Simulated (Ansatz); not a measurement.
Ir: pressure against volume per atom

All results are calculated (Ansatz 0.2.0). Periodic Kohn-Sham DFT of a crystal at fixed atoms; pressure and stress are positive in compression; the energy is the free energy less that of spherical unpolarised free atoms; site moments are those in the method's own spheres, positive along +z.

Cell of the first row (space group Fm-3m, No. 225):
```
CELL_PARAMETERS angstrom
0.00000 1.88050 1.88050
1.88050 0.00000 1.88050
1.88050 1.88050 0.00000
ATOMIC_POSITIONS crystal
Ir 0.00000 0.00000 0.00000
```

Settings of every row: method frozen-core PAW; functional PBEsol; relativity scalar; k mesh 15x15x15; filling fermi-dirac; smearing width 0.05 eV; wave cutoff 420 eV; paw set soft_2.

Atom start moment: 0 on all atoms.

Limits: PAW files made with PBE; no spin-orbit coupling on heavy atoms.

```csv
row,volume per atom (Å³),pressure (GPa)
1,13.3,24.214
2,13.307,23.946
3,13.583,14.105
4,13.866,?
5,14.008,1.06
6,14.149,-2.787
7,14.291,-6.408
8,14.715,-16.022
```

Question: what pressure should row 4 give?

Worked fit of pressure. Take u = (V_r/V)^(2/3) − 1 with V_r = 14.008 Å³ an atom, which is twice the finite (Eulerian) strain; such expansions in the strain, on which the Birch-Murnaghan equation of state is built, carry the rest volume and the bulk modulus. The shown rows have u = 0.03518, 0.03482, 0.02075, 0, -0.00665, -0.01325, -0.03229. Least squares give pressure = 1.0532 + 588.481 × u + 1913.18 × u² + 2010 × u³ GPa; a parabola predicts inner rows, each left out in turn, worse (root mean square 0.023 against 0.01 GPa). The rows lie off it by 0.003, -0.003, -0.001, 0.007, -0.011, 0.005, 0.000 (root mean square 0.0055 GPa). The pressure vanishes at u = -0.0018, or V = 14.05 Å³ an atom, and there the bulk modulus at fixed shape and fractions is B = −V dP/dV = (2/3)(1 + u) dP/du = 387 GPa. The withheld row has u = 0.00682, so the fit gives 1.0532 + 588.481 × (0.00682) + 1913.18 × (0.00682)² + 2010 × (0.00682)³ = 5.156 GPa.

The calculation gave 5.149 GPa. The fit lies 0.007 GPa (0.017 % of the column's range) above it; its largest miss of a shown row is 0.011 GPa.
